**Q:** I want one number for how the band gap of tetragonal HfO₂ responds to a change in volume. These PBE results cover cells with edges up to 4 % shorter and 4 % longer than in the unstrained cell, which is the row at 11.092 Å³/atom. Can I read the number off?

Tetragonal HfO₂ (P4₂/nmc) computed with Ansatz 0.2.0 using PBE, PAW and plane waves (cutoff 420 eV, 8×8×6 k mesh, Fermi–Dirac smearing 0.02 eV), without spin–orbit coupling. The unstrained cell and the atomic positions in the strained cells come from r²SCAN. Band gaps are the smallest found on the mesh, at named k points and along paths between them.

```
volume (Å³/atom)     c/a  shortest distance (Å)  band gap (eV)  least direct gap (eV)
           9.813  1.4545                  2.038          4.482                  4.803
          10.123  1.4545                  2.042          4.555                  4.808
          10.440  1.4545                  2.047          4.623                  4.806
          10.762  1.4545                  2.053          4.692                  4.801
          11.092  1.4545                  2.059          4.725                  4.793
          11.254  1.4439                  2.066          4.633                  4.732
          11.428  1.4544                  2.065          4.665                  4.764
          11.771  1.4545                  2.072          4.562                  4.702
          12.120  1.4545                  2.078          4.459                  4.620
          12.477  1.4545                  2.084          4.357                  4.539
```

**A:** The number you want is a deformation potential: the change in gap per change in ln V, where V is the volume. The usual recipe is to shorten and lengthen the edges by the same small strain and divide the difference in gap by the difference in ln V. With ±1 % this gives −0.45 eV. The wider steps of ±2, ±3 and ±4 % give between −0.51 and −0.53 eV, so the result looks nearly independent of the step.

**Q:** That sounds like a converged value. Why not use it?

**A:** Because it fails on both sides, and under compression even the sign is wrong. Take the smallest cell, where ln(9.813/11.092) = −0.1225. The ±1 % slope foretells a change of −0.45 × (−0.1225) = +0.055 eV. The computed gap instead falls by 0.243 eV.

The agreement between step widths is deceptive. The gap is largest in the unstrained cell and falls whether you compress or expand it. A central difference subtracts one fall from the other and keeps only the small imbalance between them. That imbalance grows in proportion to the step, so dividing by the step returns much the same slope each time.

**Q:** How could I have noticed this from the gaps alone?

**A:** Average the two gaps at equal and opposite strain, and see how far the average lies below the central gap. For a smooth, rounded maximum this shortfall grows as the square of the strain, so each further percent adds more than the one before. Here each percent beyond the first adds about 0.09 eV. Equal additions are the mark of a kink, two straight slopes meeting at an angle, and no single slope describes a kink.

**Q:** Why should a gap have a kink? Nothing abrupt happens to the crystal.

**A:** The gap is the smallest distance between any filled and any empty level, and the levels that set it can change. Electron states in a crystal differ in how their wave changes phase from cell to cell. At the point called Γ every cell is in phase, at Z the sign flips along c, and at A it flips along all three axes. If two filled states shift at different rates with strain, they can change places at the top. Each shifts smoothly, but the edge passes from one to the other and its slope jumps.

GaAs under pressure is a simpler case. Its gap first widens and then narrows, because a different conduction valley becomes the lowest. The comparison covers only this exchange of states. In HfO₂ it is the filled edge that moves to another point, and the oxygen atoms also have freedom to shift inside the cell, which the atoms in GaAs lack under uniform pressure.

**Q:** Do the calculations show such an exchange, or is it only a plausible story?

**A:** They show it. The lowest empty state is at Γ in every row. The highest filled state is at A in the four compressed cells, at Z in the unstrained one, and about halfway between Γ and the zone corner M in the larger cells.

The two gap columns show how much this matters. The direct gap is taken at one and the same point, which is Γ in the rows I use here. Subtracting the band gap from it gives the height of the filled edge above the highest filled state at Γ. From the unstrained to the smallest cell this height grows from 0.07 to 0.32 eV, while the direct gap hardly changes. The whole loss of gap under compression therefore appears as a rise of the filled edge, which passes from Z to A, relative to the highest filled state at Γ.

Expansion is less simple. At +3 % the gap has fallen by 0.27 eV, and 0.17 eV of this is already in the direct gap. The remaining third or so is the further rise of the filled edge above the highest filled state at Γ. So the levels at Γ change their response as well. The edge energies in the raw outputs, which the table does not list, hint that another empty state at Γ takes over just beyond the unstrained cell. That would add to the kink, but the character of the states was not analysed.

**Q:** Why would filled states at different points respond differently?

**A:** Theory suggests a reason for the compressed side. The upper filled bands of HfO₂ are mainly oxygen 2p. The phase of the wave decides whether orbitals on neighbouring oxygens meet with equal or opposite sign, and so whether closer contact lowers or raises the level. Compression strengthens the overlaps, and states with different phases are expected to move apart.

Expansion should then draw them together again. Yet at +3 % the filled edge stands 0.16 eV above the highest filled state at Γ, against 0.07 eV in the unstrained cell. The edge is a different state in the two cells, but it keeps rising above Γ from +1 to +3 %, so overlaps that simply weaken with distance are unlikely to be the whole story.

One further cause may be that volume is not the only thing that changes. If the cell simply scaled, the shortest Hf–O contact would reach 2.14 Å at +4 %, but it is only 2.08 Å. The oxygens move along c, so that each Hf keeps four close oxygen neighbours while its other four contacts lengthen. Every slope here therefore contains both the change in size and this inner distortion. Runs with the oxygens held at fixed fractional positions would separate the two.

**Q:** Can I still have a usable formula?

**A:** Use two straight lines in ln V and take the lower one. I fitted one to the four compressed cells and one to the four uniformly expanded cells. With V₀ the unstrained volume,

E_gap = 4.76 eV + 2.27 eV × ln(V/V₀) under compression,

E_gap = 4.77 eV − 3.51 eV × ln(V/V₀) under expansion.

For the smallest cell the first line gives 4.76 − 2.27 × 0.1225 = 4.48 eV, as computed. That cell was part of the fit, so this shows that the line is straight, not that it predicts. A single parabola through all the uniformly strained cells and the unstrained one does clearly worse, and it misses most at the peak. The printed analysis after this text gives both fits.

**Q:** What happens at the unstrained cell, which you left out?

**A:** Both lines come out too high there, by about 0.04 eV. That is the direction to expect if a third filled state lies above the other two, since an extra candidate for the edge can only make the gap smaller. The calculation does find a third one, at Z. It helps to cut off the tip of the kink, and on the expanded side the likely change of empty state is expected to contribute as well. The blunted tip is also why the first percent of strain costs less gap than each later one.

**Q:** My HfO₂ is a gate dielectric, a thin film stretched in its plane by what lies beneath. Does the volume formula carry over?

**A:** It does not, and the row at 11.254 Å³/atom shows this. There the cell is stretched by 0.73 % in the plane with its height held fixed. The expansion line puts the gap 0.09 eV too high, and the computed gap is lower even than that of the next larger cell. The shape of the cell matters as well as its volume.

The central-difference slope does no better. It foretells a loss of 0.45 × ln(11.254/11.092), which is less than 0.01 eV, whereas the computed loss is 0.09 eV. One such cell is not enough for a shape coefficient, and a real film would also adjust its thickness.

**Q:** And for uniform strain, which of the two slopes belongs to the relaxed crystal?

**A:** That depends on whose relaxed crystal you mean. The unstrained cell was optimised with another functional, r²SCAN, and PBE finds it under a pressure of about 6 GPa. Averaged over directions, the PBE pressure vanishes near 11.43 Å³/atom, at the first uniformly strained cell on the expanded side of the kink. Further expansion from there follows the slope of −3.5 eV, but the step back to the unstrained cell gives only about −2 eV, so compression soon leaves that line. That cell also carries uneven stresses, 1.4 GPa of compression along c and 0.7 GPa of tension in the plane, so a full PBE relaxation is expected to raise c/a. The cell stretched in the plane, with c/a only 0.7 % lower, lies 0.09 eV off the line. A change of shape the other way could bring another state to the edge, so these runs do not settle which slope belongs to the PBE-relaxed crystal. At the r²SCAN volume neither slope holds for very small strains, because the state at Z is on top there and its own slope was not determined. Once the strain reaches about 1 %, its sign decides which line applies.

PBE also makes the gaps of such oxides too small; the changes are usually expected to be more reliable than the absolute values, which was not tested here. Even the place of the kink is delicate, because the competing filled states lie within about a tenth of an electronvolt of each other there. A better functional need not shift them all equally. When you repeat this with one, record at each strain where both edges lie and which orbitals form them, since a state can also change at a fixed point. Take a slope only from cells that share the same edge states.

Output of the analysis:

```
Changes from the unstrained cell and inner geometry:
     row  gap change eV  direct gap change eV  direct gap less gap eV  pressure GPa  O displacement Å  longer Hf-O contact Å  short contact if scaled uniformly Å
   9.813         -0.243                  0.01                   0.321         40.09            0.1503                  2.215                                1.977
  10.123          -0.17                 0.015                   0.253         29.67            0.1842                  2.258                                1.997
   10.44         -0.102                 0.013                   0.183         20.56            0.2169                  2.301                                2.018
  10.762         -0.033                 0.008                   0.109         12.69            0.2481                  2.344                                2.038
  11.092              0                     0                   0.068          5.89            0.2801                  2.387                                2.059
  11.254         -0.092                -0.061                   0.099          2.53            0.2889                  2.402                                2.069
  11.428          -0.06                -0.029                   0.099          0.03            0.3127                   2.43                                 2.08
  11.771         -0.163                -0.091                    0.14         -4.98            0.3439                  2.473                                  2.1
   12.12         -0.266                -0.173                   0.161         -9.27            0.3777                  2.518                                2.121
  12.477         -0.368                -0.254                   0.182        -12.93            0.4124                  2.564                                2.141
Central-difference slope dEg/dlnV from ±1 % strain, eV: -0.4497
The same from ±2 % strain, eV: -0.5084
The same from ±3 % strain, eV: -0.5332
The same from ±4 % strain, eV: -0.5204
Gap change at -4 % strain foretold by the ±1 % slope, eV: 0.05509
Shortfall of the mean gap at ±1 % below the central gap, eV: 0.0465
Growth of the shortfall from ±1 to ±2 %, eV: 0.086
Growth of the shortfall from ±2 to ±3 %, eV: 0.0855
Growth of the shortfall from ±3 to ±4 %, eV: 0.0875
Share of the gap's fall at +4 % that the direct gap carries, %: 69.02
fit of band_gap on 8 rows (abs(pct) > 0.9): coefficient of lo 4.761 +/- 0.0012, coefficient of hi 4.77 +/- 0.0012, coefficient of lox 2.268 +/- 0.014, coefficient of hix -3.509 +/- 0.015; rms 0.000688, worst 10.123 -0.00155, leave-one-out rms 0.00146
  rows outside the fit (model, value, miss): 11.092 4.761, 4.725, 0.0358; 11.254 4.719, 4.633, 0.0861
fit of band_gap on 9 rows (abs(pct - 0.73) > 0.01): constant 4.687 +/- 0.013, coefficient of x -0.5915 +/- 0.11, coefficient of x2 -19.84 +/- 1.7; rms 0.0216, worst 11.092 -0.0375, leave-one-out rms 0.0357
  rows outside the fit (model, value, miss): 11.254 4.675, 4.633, 0.0417
Expanded-branch line less computed gap at the unstrained cell, eV: 0.04502
```
